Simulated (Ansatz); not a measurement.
## A series in volume scale on BaRhO3

Free energy against uniform scaling of the volume at fixed shape and fractions; periodic cell, basis, potentials, k mesh and filling as listed. The results are calculated, by Ansatz 0.2.0.

The cell before it is scaled or strained (space group Pm-3m, No. 221):
```
CELL_PARAMETERS angstrom
4.09450 0.00000 0.00000
0.00000 4.09450 0.00000
0.00000 0.00000 4.09450
ATOMIC_POSITIONS crystal
Ba 0.00000 0.00000 0.00000
Rh 0.50000 0.50000 0.50000
O 0.50000 0.00000 0.50000
O 0.00000 0.50000 0.50000
O 0.50000 0.50000 0.00000
```

Settings of every row: functional PBEsol; dispersion none; potentials PAW; wave cutoff 500 eV; density cutoff 2000 eV; k mesh 6x6x6; k shift 0x0x0; occupations fermi dirac; smearing width 0.1 eV; spin none.

Limits: coarse k mesh, up to 40 meV an atom off; odd electron count without spin; no spin-orbit coupling, which can matter with elements this heavy; the cell comes from a prototype or a list of computed structures and needn't be the stable phase.

```
row  volume scale  V (Å³/atom)  pressure (GPa)  energy above lowest point (meV/atom)
  1          0.88       12.081            8.94                                  15.9
  2          0.92        12.63            0.66                                     0
  3          0.96        13.18           -5.77                                   9.2
  4             1       13.729               ?                                     ?
  5          1.04       14.278          -14.66                                  81.8
  6          1.08       14.827          -17.66                                 137.4
  7          1.12       15.376          -19.95                                 202.1
```

Question: what pressure and energy above lowest point should row 4 give?

Worked fit of pressure. Take u = (V_r/V)^(2/3) − 1 with V_r = 13.729 Å³ an atom, which is twice the finite (Eulerian) strain; such expansions in the strain, on which the Birch-Murnaghan equation of state is built, carry the rest volume and the bulk modulus. The shown rows have u = 0.08899, 0.0572, 0.02758, -0.0258, -0.05, -0.07275. Least squares give pressure = −10.781 + 164.9 × u + 580.2 × u² + 637 × u³ GPa; a parabola predicts inner rows, each left out in turn, worse (root mean square 0.11 against 0.014 GPa). The rows lie off it by 0.00, -0.01, 0.01, 0.00, 0.00, 0.00. The pressure vanishes at u = 0.0544, or V = 12.68 Å³ an atom, and there the bulk modulus at fixed shape and fractions is B = −V dP/dV = (2/3)(1 + u) dP/du = 164 GPa. The withheld row has u = 0, so the fit gives −10.781 + 164.9 × (0) + 580.2 × (0)² + 637 × (0)³ = -10.78 GPa.

The calculation gave -10.77 GPa. The fit lies 0.01 GPa (0.035 % of the column's range) below it, one unit of the last digit.

Worked fit of energy above lowest point. Take u = (V_r/V)^(2/3) − 1 with V_r = 13.729 Å³ an atom, which is twice the finite (Eulerian) strain; such expansions in the strain, on which the Birch-Murnaghan equation of state is built, carry the rest volume and the bulk modulus. The shown rows have u = 0.08899, 0.0572, 0.02758, -0.0258, -0.05, -0.07275. Least squares give energy above lowest point = 37.92 − 1385.3 × u + 12342 × u² + 4989 × u³ meV/atom; a parabola predicts inner rows, each left out in turn, worse (root mean square 0.91 against 0.02 meV/atom). All shown rows lie on it to the printed digit. Its lowest point lies at u = 0.0543, or V = 12.68 Å³ an atom, and the curvature there gives the bulk modulus at fixed shape and fractions, B = (4/9)(1 + u)² E″(u)/V = 164 GPa. The withheld row has u = 0, so the fit gives 37.92 − 1385.3 × (0) + 12342 × (0)² + 4989 × (0)³ = 37.9 meV/atom.

The calculation gave 37.9 meV/atom. The fit meets it to the printed digit.
